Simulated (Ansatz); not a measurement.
## W: the change of pressure with volume scale

All results are calculated (Ansatz 0.2.0). Free energy against uniform scaling of the volume at fixed shape and fractions; periodic cell, basis, potentials, k mesh and filling as listed.

The cell before it is scaled or strained (space group Fm-3m, No. 225):
```
CELL_PARAMETERS angstrom
0.00000 2.03670 2.03670
2.03670 0.00000 2.03670
2.03670 2.03670 0.00000
ATOMIC_POSITIONS crystal
W 0.00000 0.00000 0.00000
```

Settings of every row: functional r2SCAN; dispersion none; potentials PAW; wave cutoff 612.26 eV; density cutoff 2449 eV; k mesh 10x10x10; k shift 0x0x0; occupations cold; smearing width 0.1 eV; spin none.

Limits: coarse k mesh, up to 40 meV an atom off; no spin-orbit coupling, which can matter with elements this heavy.

| row | volume scale | V (Å³/atom) | pressure (GPa) | energy above lowest point (meV/atom) |
| --- | --- | --- | --- | --- |
| 1 | 0.9406 | 15.893 | 6.28 | 5 |
| 2 | 0.9703 | 16.395 | ? | ? |
| 3 | 1 | 16.897 | -10.86 | 21.7 |
| 4 | 1.0297 | 17.399 | -17.92 | 67.1 |
| 5 | 1.0594 | 17.901 | -23.97 | 132.9 |

Question: what pressure should row 2 give?

Worked fit of pressure. Take u = (V_r/V)^(2/3) − 1 with V_r = 17.148 Å³ an atom, which is twice the finite (Eulerian) strain; such expansions in the strain, on which the Birch-Murnaghan equation of state is built, carry the rest volume and the bulk modulus. The shown rows have u = 0.05197, 0.00988, -0.00964, -0.02824. Least squares give pressure = −14.504 + 358.33 × u + 801.8 × u² GPa; a straight line predicts inner rows, each left out in turn, worse (root mean square 0.78 against 0.073 GPa). The rows lie off it by 0.00, 0.03, -0.04, 0.01. The pressure vanishes at u = 0.0374, or V = 16.23 Å³ an atom, and there the bulk modulus at fixed shape and fractions is B = −V dP/dV = (2/3)(1 + u) dP/du = 289 GPa. The withheld row has u = 0.03039, so the fit gives −14.504 + 358.33 × (0.03039) + 801.8 × (0.03039)² = -2.87 GPa.

The calculation gave -2.85 GPa. The fit lies 0.02 GPa (0.066 % of the column's range) below it; its largest miss of a shown row is 0.04 GPa.

The other values of row 2: energy above lowest point 0 meV/atom.
